The quantity tabulated here is the electrostatic potential energy of an electron, averaged over planes parallel to the surface of a slab and followed along the surface normal. It comes from a density-functional calculation with spin–orbit coupling on a slab of two PbO layers. Energies are counted from the top of the valence band. The level reached in the vacuum is therefore the ionisation potential of the slab in this calculation.

Ansatz 0.2.0, PBEsol with spin–orbit coupling, plane waves and PAW, for a relaxed two-layer PbO(001) slab; cutoff 420 eV, 7 × 7 × 1 k mesh, Gaussian smearing 0.05 eV, dipole correction at the cell boundary. The smooth electrostatic potential energy of an electron is averaged over planes parallel to the surface and counted from the valence band top; height runs along c.

```
height (Å)  potential energy of an electron from the Fermi level (valence top where gapped) (eV)
      2.52                                                                                 4.450
      3.09                                                                                 4.450
      3.65                                                                                 4.450
      4.21                                                                                 4.440
      4.77                                                                                 4.420
      5.33                                                                                 4.320
      5.89                                                                                 3.900
      6.45                                                                                 2.080
      7.01                                                                                -4.120
      7.58                                                                                -5.420
      8.14                                                                                -4.850
      8.70                                                                                -5.900
      9.26                                                                                -4.700
      9.82                                                                                -5.390
     10.38                                                                                -3.840
     10.94                                                                                 2.030
     11.50                                                                                 2.030
     12.06                                                                                -3.840
     12.62                                                                                -5.390
     13.19                                                                                -4.700
     13.75                                                                                -5.900
     14.31                                                                                -4.850
     14.87                                                                                -5.420
     15.43                                                                                -4.120
     15.99                                                                                 2.080
     16.55                                                                                 3.900
     17.11                                                                                 4.320
     17.68                                                                                 4.420
     18.24                                                                                 4.440
     18.80                                                                                 4.450
     19.36                                                                                 4.450
     19.92                                                                                 4.450
```

The profile has three kinds of region: a flat vacuum, two deep troughs where the layers lie, and a hump between them. Each layer has lead planes on both faces and an oxygen plane in the middle. The outermost lead plane on the low side lies at 0.334 × 22.444 Å = 7.50 Å, the product of its fractional site and the cell length. The upper half of the table mirrors the lower half, so a rule for one face serves for both.

**Why the potential bends down near the surface**

A neutral, symmetric slab has no averaged field far outside it, which is why the vacuum is flat. The electron cloud, however, does not end at the last plane of nuclei but thins out into the vacuum. An electron that comes closer leaves part of this cloud behind it, so that the charge in front is no longer neutral but positive. The attraction grows as more of the cloud is passed, and the potential energy falls below the vacuum level.

The shape of this fall follows from two steps of standard theory. A bound state at depth I below the vacuum level, without momentum along the surface, decays outside as exp(−κz), with κ = √(2mI)/ħ, where z is the distance outwards and m the electron mass. Its density decays twice as fast. For plane averages Poisson's equation is one-dimensional, and integrating an exponential twice gives an exponential again, so the shortfall of the potential from the vacuum level should shrink at the same rate as the density. The first step is strict only where the potential has already reached the vacuum level; that a single exponential works as close as 1 Å is found in the table, not derived.

**The rule and a worked row**

The rule reads

V = V₀ − D · 10^(−x/L)

Here V is the potential energy sought and V₀ the vacuum level, 4.45 eV. D is the shortfall at a chosen anchor height, x the distance from there towards the vacuum, and L the distance over which the shortfall drops tenfold. The anchor is the row at 6.45 Å, about 1 Å outside the outer lead plane, with D = 2.37 eV. A second row, at 5.89 Å, fixes L at 0.88 Å.

The row at 5.33 Å played no part in setting these constants. It lies x = 6.45 − 5.33 = 1.12 Å beyond the anchor, which is 1.27 times L. The shortfall is therefore 2.37 eV × 10^(−1.27) ≈ 0.13 eV, and the estimate is 4.45 − 0.13 = 4.32 eV, as computed.

Rows still farther out agree as well, but they test the rule only weakly, because their shortfall is at most a few hundredths of an eV and the tabulated values are rounded to 0.01 eV. The steep decay has a practical side. From about 4 Å outside the outer lead plane, the vacuum level of this slab can be read off to within 0.01 eV.

**Estimating the decay from the ionisation potential**

The second anchor can be replaced by theory. With I in eV, the decay constant of the density is about 2% above √I per Å, and the ionisation potential of this slab gives 2.16 per Å. The tenfold distance is then about 1.1 Å. With the single anchor at 6.45 Å, this version errs by at most 0.16 eV in the rows 1 Å or more outside the outer lead plane. That largest error occurs at 5.89 Å, where it is about 30% of the shortfall.

The error has a direction: the computed shortfall shrinks faster, at 2.61 per Å between the two anchor rows. Within the rounding of the table the rate stays near 2.6 per Å out to 4.77 Å. Theory does not fix the sign of this error, because two effects oppose each other. The ionisation potential describes the most weakly bound electrons, whose tail wins only at large distance; nearer the surface, more strongly bound states and states with momentum along the surface still contribute, and their density falls off more steeply. Against this, the potential there lies below the vacuum level, and exchange and correlation lower it further, which is expected to slow the decay of every state. The table shows only that the net decay is steeper; how much each effect adds is not tested here.

The same reasoning gives the trend for a neighbouring case: the more tightly a solid holds its electrons, the more abruptly its potential should level off outside. The functional used here usually places the valence top too high, so the ionisation potential is probably too low. The harm to the estimated decay is mild, since only the square root enters.

**A harder row: between the layers**

At 10.94 Å an electron sits between the two layers and feels the tails of both. If each layer kept the charge it has when alone, the two shortfalls would simply add, because Poisson's equation is linear. The nearer lead plane is 1.06 Å away, almost the anchor distance, and contributes 2.26 eV. The farther one, at 1.63 Å, contributes 0.52 eV.

The estimate is thus 4.45 − 2.26 − 0.52 = 1.67 eV, whereas the calculation gives 2.03 eV. The error of 0.36 eV is about 15% of the computed shortfall and well above the 0.07 eV by which rounding one plane position changes the estimate through the distance. The layers in contact are therefore not two unchanged copies of the outer face. A shift of electrons towards the gap would raise the potential there. The Löwdin populations of the run point that way, with 13.22 electrons on an inner lead atom against 13.19 on an outer one; spread as a sheet dipole, so small a difference is expected to be worth a few tenths of an eV. Such populations are only a rough guide, and a difference of a few hundredths of an ångström between the two Pb–O spacings of a layer, hidden in the rounded sites, could give a step of similar size. The two causes are not separated here.

Using the nearer tail alone gives 2.19 eV, which is closer. This is no better rule, for halfway between the layers neither tail is the nearer one, and the estimate would have a kink where the real potential is smooth. Nor should the hump be read as the barrier to an electron crossing the gap, because exchange and correlation also act on the electron and are left out of this potential.

**Where the exponential ends**

The rule must not be carried closer than about 1 Å to a lead plane. At 7.01 Å, half an ångström outside the outer plane, it already lies 1.6 eV too low. An exponential keeps steepening towards the nuclei, whereas the averaged potential turns over into a well of finite depth.

For the layers and their edges, the rows from 7.01 to 10.38 Å and their mirror images, only a coarse substitute is available, the mean of the computed values there, −4.9 eV. Single rows depart from it by up to 1.0 eV, since the potential dips at each atomic plane and climbs towards the edges of the layer. These depths depend on how the calculation smooths the potential near the nuclei, so the deeper well at oxygen is no measure of bonding or charge.

With this mean inside the layers, the two-anchor exponential outside and added tails in the gap, the root-mean-square error over the whole table is 0.46 eV. Nearly all of it arises in the zone of the mean, about half of the squared error from the four rows half an ångström outside the lead planes. The estimate thus works best where the electron cloud is thin. The printed analysis below lists the single rows from 4.21 to 6.45 Å.

Output of the analysis:

```
distance outside the outer Pb plane, heights 4.21 to 6.45 (angstrom): 4.21 3.286, 4.77 2.726, 5.33 2.166, 5.89 1.606, 6.45 1.046
shortfall from the plateau, same heights (eV): 4.21 0.01, 4.77 0.03, 5.33 0.13, 5.89 0.55, 6.45 2.37
decay constant from the two anchor rows (1/angstrom): 2.608
distance for a tenfold smaller shortfall (angstrom): 0.8827
decay constant from the ionisation potential alone (1/angstrom): 2.161
potential by the two-anchor rule, same heights (eV): 4.21 4.443, 4.77 4.42, 5.33 4.322, 5.89 3.9, 6.45 2.08
potential by the one-anchor rule, same heights (eV): 4.21 4.431, 4.77 4.387, 5.33 4.239, 5.89 3.744, 6.45 2.08
largest miss of the two-anchor rule beyond 1.8 angstrom (eV): 0.003233
largest miss of the one-anchor rule beyond 1 angstrom (eV): 0.1626
height 10.94, distance to the nearer inner Pb plane (angstrom): 1.065
height 10.94, distance to the farther inner Pb plane (angstrom): 1.629
height 10.94, estimate from the nearer tail alone (eV): 2.191
height 10.94, estimate from both tails added (eV): 1.672
nearer tail alone less computed value in the gap (eV): 0.1607
both tails added less computed value in the gap (eV): -0.3581
effect of half a last digit in one plane site on the gap estimate (eV): 0.06613
two-anchor rule less computed value at height 7.01 (eV): -1.643
mean potential inside the layers (eV): -4.889
largest miss of that mean inside the layers (eV): 1.049
rms miss of the three-zone rule over all rows (eV): 0.4618
```
